Examination question: the first ionisation energy of a 5d metal by counting electrons

First ionisation energies of Cs, Ba, Lu and Ta to Hg as total-energy differences between the ground configurations of atom and ion, from PySCF 2.14.0 with HF, MP2 and SCS-MP2 (ANO-RCC-VTZP, spin-free one-electron X2C, Gaussian nucleus). Each state is one real unrestricted determinant at highest spin; "valence" means that only the electrons not frozen are correlated.

```
species   Z  electrons       configuration  final configuration  frozen electrons, valence  HF (eV)  MP2 valence (eV)  SCS-MP2 valence (eV)  first-order spin-orbit correction (eV)  tabulated (eV)  kind of the tabulated value
     Cs  55         55            [Xe] 6s1                 [Xe]                         54     3.48              3.48                  3.48                                    0.00         3.89391                     measured
     Ba  56         56            [Xe] 6s2             [Xe] 6s1                        n/a     4.32               n/a                   n/a                                    0.00         5.21166                     measured
     Lu  71         71   [Xe] 4f14 5d1 6s2        [Xe] 4f14 6s2                         46     4.46              4.95                  4.82                                    0.19         5.42587                     measured
     Ta  73         73   [Xe] 4f14 5d3 6s2    [Xe] 4f14 5d3 6s1                        n/a     5.76               n/a                   n/a                                     n/a         7.54957                     measured
      W  74         74   [Xe] 4f14 5d4 6s2    [Xe] 4f14 5d4 6s1                         68     5.92              7.06                  7.28                                    0.02         7.86403                     measured
     Re  75         75   [Xe] 4f14 5d5 6s2    [Xe] 4f14 5d5 6s1                         68     5.95              7.20                  7.45                                    0.00         7.83352                     measured
     Os  76         76   [Xe] 4f14 5d6 6s2    [Xe] 4f14 5d6 6s1                         68     6.55              7.92                  8.11                                    0.00         8.43823                     measured
     Ir  77         77   [Xe] 4f14 5d7 6s2    [Xe] 4f14 5d7 6s1                         68     7.03              8.61                  8.76                                    0.00         8.96702                     measured
     Pt  78         78   [Xe] 4f14 5d9 6s1        [Xe] 4f14 5d9                         68     7.59              8.96                  8.75                                   -0.02         8.95883                     measured
     Au  79         79  [Xe] 4f14 5d10 6s1       [Xe] 4f14 5d10                         68     7.68              9.15                  8.95                                    0.00         9.22555                     measured
     Hg  80         80  [Xe] 4f14 5d10 6s2   [Xe] 4f14 5d10 6s1                         68     8.50             10.35                 10.28                                    0.00         10.4375                     measured
```

In the table, configuration and final configuration are the occupations of the atom and of its singly charged ion outside the xenon core [Xe]. HF is Hartree-Fock. MP2 adds second-order correlation among the electrons that are not frozen, and SCS-MP2 rescales its opposite-spin and same-spin parts. The spin-orbit correction is listed separately and is not contained in the computed energies. Tabulated values are measured and run from ground level to ground level.

(a) Derive a rule with at most four constants for the energy needed to remove a 6s electron from the atoms Ta to Hg, using only the configurations.
(b) Fix the constants and estimate the values for Os and Pt.
(c) State how accurate the rule is.
(d) Apply it to Cs, Ba and Lu and explain the outcome.

Model answer

(a) Freeze the orbitals and collect every term in the energy of the atom that involves the departing 6s electron. It is attracted by nucleus and core, it is repelled by the n electrons of the 5d shell and by a second 6s electron if there is one, and it gains an exchange energy K from every 5d electron of its own spin. The ionisation energy is what it costs to give these terms up.

Three limiting cases sort the terms. If each added 5d electron screened its proton completely and exchange were absent, all s² atoms would have the same ionisation energy. The 6s orbital penetrates the 5d shell, so screening is incomplete and a small rise b per d electron remains. If the atom has a half-filled shell, as Re with d⁵s², all five d electrons share one spin. The ion has the higher spin (⁷S against ⁶S for the atom), so the 6s electron that leaves is the one of opposite spin, and it loses no 5d exchange. If the shell is full, as in Au and Hg, a 6s electron of either spin has five partners. With m the number of 5d electrons that share the spin of the departing electron,

m = max(0, n − 5) for dⁿs², where the minority-spin electron leaves
m = min(n, 5) for dⁿs¹, where the majority-spin electron leaves

The last term is the step from dⁿs¹ to dⁿs² at fixed n and m. It adds a proton and a 6s partner, and an electron in the same orbital screens far less than a full charge, so the net step c is positive and large. With p = 1 for s² and p = 0 for s¹,

IE = a + b·n + K·m + c·p

The rule predicts a slope b among the s² atoms up to Re, a slope b + K beyond it, and, for the full or nearly full d shells of Au and Pt, values below those of s² atoms with the same n.

(b) Differences of tabulated values give the constants by hand. From Ta to Re only n changes, at 0.14 eV per d electron, which estimates b. From Re to Hg n and m rise together, at 0.52 eV, which estimates b + K. Au and Hg differ only in p, and their step of 1.21 eV estimates c. An unweighted least-squares fit to the tabulated values of the eight rows Ta to Hg, rounded to two decimals, gives

IE/eV = 5.79 + 0.17 n + 0.33 m + 1.27 p

Os is d⁶s². Five d electrons have the majority spin and the sixth shares the spin of the departing electron, so n = 6, m = 1, p = 1:

5.79 + 1.02 + 0.33 + 1.27 = 8.41 eV, tabulated 8.44 eV

Pt is d⁹s¹ in a triplet. Its 6s electron is parallel to five d electrons, so n = 9, m = 5, p = 0:

5.79 + 1.53 + 1.65 + 0 = 8.97 eV, tabulated 8.96 eV

Both rows took part in the fit. Refitted without the row in question, the rule misses Os by 0.01 eV and Pt by 0.11 eV, and these are the fairer figures.

(c) On the eight fitted rows the rounded rule deviates from the tabulated values by 0.065 eV rms. The worst row is W, 0.12 eV or 1.6 % too low. Four constants on eight rows flatter any formula, so each row was also predicted from a fit to the other seven, which gives 0.11 eV rms and 0.18 eV at worst (Re). An estimate deserves one decimal. By the same leave-one-out measure a straight line in Z errs by 0.40 eV rms and the rule without the K term by 0.32 eV.

(d) With n = m = 0 the rule gives 5.79 eV for Cs and 7.06 eV for Ba, too high by 1.90 and 1.85 eV, or 49 % and 35 % of the tabulated values. The two misses are nearly equal, so c carries over (the tabulated step from Cs to Ba is 1.32 eV) and a does not. The constant a is an intercept, extrapolated from n ≥ 3 with a standard error of about 0.2 eV, for atoms whose core has fourteen more protons and a filled 4f shell. The same rule fitted to the HF column overshoots the HF values of Cs and Ba by about 1.1 eV, so that much is a mean-field effect. Standard theory assigns it to incomplete screening by 4f and to the relativistic contraction of 6s, which grows with Z; all rows here are scalar-relativistic, so the two are not separated, and the error of extending the line to n = 0 is contained in the same figure. The remainder, 0.76 eV for Cs, is what HF misses in the 5d metals and not in Cs: a fitted to the tabulated values exceeds a fitted to HF by 1.17 eV, while tabulated minus HF is only 0.41 eV for Cs. Correlation of the 6s electron with the 5d shell is the likely main source.

Lu fails for another reason. Its final configuration shows that a 5d electron leaves. The rule's 7.23 eV refers to loss of 6s, and the atom takes the cheaper route at 5.43 eV. The miss resembles those of Cs and Ba in size, but it compares two different processes, and the table does not say how good 7.23 eV is for the 6s route. The rule is tested only for loss of a 6s electron at fixed 5d count, over a 4f¹⁴ core and with three to ten 5d electrons. It does not cover atoms that lose a 6p electron and should not be extended to n = 0, as in Yb. The final configuration must be known before it is used.

Remarks on the reasoning

The kink at Re is shown by the numbers, and its assignment to exchange is an argument that they support. HF, which has exchange but neither correlation nor spin-orbit coupling, rises by 0.03 eV from W to Re and by 0.60 eV from Re to Os, where m first becomes one. The first-order spin-orbit correction is at most 0.02 eV from W to Hg, as it should be when an s electron leaves and the d shell stays. The basis loses polarisation functions between Os and Ir, one step after the kink, and the tabulated values know nothing of it.

The fitted rule also reproduces the standstill of the tabulated value from Ir to Pt, where Z rises. The configuration changes from d⁷s² to d⁹s¹, so the step is 2b + 3K − c = 0.34 + 0.99 − 1.27 = 0.06 eV, against −0.01 eV tabulated. The mean-field terms alone do not produce this: HF rises by 0.56 eV from Ir to Pt, and c fitted to HF is only 0.83 eV. The fitted c of 1.27 eV therefore also holds what HF omits, most plausibly the correlation of the 6s pair, and since c is tied to the two s¹ rows the agreement is largely fitted.

The spin assignment can be checked on the correlated columns. Assuming the usual SCS factors of 6/5 for opposite and 1/3 for same spin, the two MP2 columns split the correlation contribution into its parts. The same-spin part vanishes within the rounding for W and Re and amounts to about 0.11 eV per partner m elsewhere (least squares through the origin, W to Hg). Spin counting is built into these calculations, so this confirms which electron leaves and says nothing about the size of K.

A candidate should not read the fitted b and K as a screening constant and an exchange integral. Since n and m rise together, the two trade against each other (correlation −0.95). Their sum, 0.50 ± 0.02 eV, is well fixed by the tabulated values and comes out the same when HF is fitted; the MP2 and SCS-MP2 columns, which lack Ta and change basis on the way, give 0.62 and 0.56 eV. The steps that should equal b alone scatter: +0.31, −0.03 and +0.27 eV for Ta–W, W–Re and Pt–Au in the tabulated column. Spin-orbit coupling beyond first order and mixing of configurations in the open 5d shells are plausible sources, but this is a guess. The order of W and Re is not resolved by the calculations: valence CCSD(T) from the same runs puts Re 0.02 eV higher, and the first-order term of W cancels that. The HF values for open d shells come from unrestricted determinants, most of them non-spherical, which can lie some tenths of an eV below restricted spherical ones; part of this should cancel between atom and ion, which have the same d count. A single real determinant can also mix terms of an open shell.

A second shortcut applies when an HF value is at hand. HF is too low in every row, and from Ta to Hg the deficit averages 1.90 eV for s² atoms (range 1.79 to 1.94) and 1.46 eV for Pt and Au. The excess of the s² rows is close to the 0.89 − 0.41 = 0.48 eV by which the deficits of Ba and Cs differ, and is naturally read as the correlation of the 6s pair that ionisation breaks. These averages belong to this basis and Hamiltonian, and the second rests on two rows. The flatness of the first is not explained by the runs: valence CCSD(T) adds 1.48 eV to HF in W and 1.72 eV in Hg.

Valence MP2 lies much nearer than bare HF, but its error drifts along the row, so it is no safe yardstick. It is 0.80 eV low for W and exact to the rounding for Pt, but the match is a cancellation: correlating 5s and 5p as well raises Pt by 0.19 eV, and MP2 exceeds valence CCSD(T) by 0.13 eV in Au and Hg while falling 0.34 eV below it in W. Valence CCSD(T), run for W, Re, Os, Au and Hg, itself remains 0.2 to 0.5 eV low; in these runs core correlation, basis size and spin-orbit coupling are all incomplete, and the change of basis is entangled with the trend. For Cs the valence space holds one electron, so MP2 equals HF by construction; Ba with 5s and 5p correlated is only 0.02 eV low at CCSD(T). Lu correlates 4f, 5s and 5p and cannot be compared with W to Hg; its spin-orbit term of 0.19 eV lifts MP2 to 5.14 eV, still 0.29 eV low.

The same counting should transfer to the 3d and 4d rows with new constants, though this is not tested here. Where an s electron leaves at fixed d count, the values should climb slowly up to d⁵s², as at Mn, faster beyond, and jump from the d¹⁰s¹ to the d¹⁰s² atom. The s orbital there lacks most of the relativistic contraction, so it is bound more weakly late in the row, and it probably overlaps the d shell less, which would lower K. In the 3d row the ions of V, Co and Ni also rearrange to a pure d configuration, and for them the rule describes an excited ion and overestimates the ground-level value, the same kind of error as in Lu.
